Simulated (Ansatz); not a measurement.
# How methods differ on CH5AlO2 (SMILES C[Al](O)O)

CH5AlO2 has 9 atoms, charge 0, and is taken as a singlet. SMILES: `C[Al](O)O`. Geometry: optimised at r2SCAN/def2-SVP. This is one conformer, not always the lowest.

Each level gives the adiabatic ionisation energy (to the doublet cation, shapes relaxed at r2SCAN/def2-SVP, no zero-point term) (eV). The values are calculated.

```json
{"level": "SVWN5/def2-SVP", "kind": "LDA", "program": "Ansatz", "value (eV)": "9.69", "less CCSD(T)/def2-SVP": "+0.17"}
{"level": "BLYP/def2-SVP", "kind": "GGA", "program": "Ansatz", "value (eV)": "9.37", "less CCSD(T)/def2-SVP": "-0.15"}
{"level": "B3LYP/def2-SVP", "kind": "global hybrid", "program": "Ansatz", "value (eV)": "9.66", "less CCSD(T)/def2-SVP": "+0.14"}
{"level": "PBE0-D4/def2-SVP", "kind": "global hybrid", "program": "Ansatz", "value (eV)": "9.67", "less CCSD(T)/def2-SVP": "+0.15"}
{"level": "CAM-B3LYP/def2-SVP", "kind": "range-separated hybrid", "program": "Ansatz", "value (eV)": "9.72", "less CCSD(T)/def2-SVP": "+0.20"}
{"level": "B2PLYP/def2-SVP", "kind": "double hybrid", "program": "Ansatz", "value (eV)": "9.60", "less CCSD(T)/def2-SVP": "+0.08"}
{"level": "MP2/def2-SVP", "kind": "perturbation theory", "program": "Ansatz", "value (eV)": "9.55", "less CCSD(T)/def2-SVP": "+0.03"}
{"level": "CCSD(T)/def2-SVP", "kind": "coupled cluster or CI", "program": "Ansatz", "value (eV)": "9.52", "less CCSD(T)/def2-SVP": "0.00"}
```

Differences are taken from CCSD(T)/def2-SVP for orientation; it has basis-set and higher-order errors of its own. The values span 9.37 to 9.72 eV.

Every level places the adiabatic ionisation energy of methylaluminium dihydroxide in a narrow window, so the choice of method changes its value only modestly. MP2 comes closest to CCSD(T), at 9.55 against 9.52 eV, followed by B2PLYP. BLYP alone falls below the coupled-cluster value. The order does not follow the usual ladder of functionals: SVWN5 lies slightly above both global hybrids, and its similarity to them probably reflects a different balance of exchange and correlation errors between molecule and cation.

The electron probably leaves an orbital with much Al–C σ character, polarised towards carbon because aluminium is the more electropositive partner. The oxygen lone pairs are held more tightly by the more electronegative oxygen, though they can mix with this orbital. Removing a σ-bonding electron would weaken the Al–C link and favour its lengthening in the cation. Without vertical ionisation energies, the contribution of this relaxation cannot be separated from the cost of removing the electron itself.
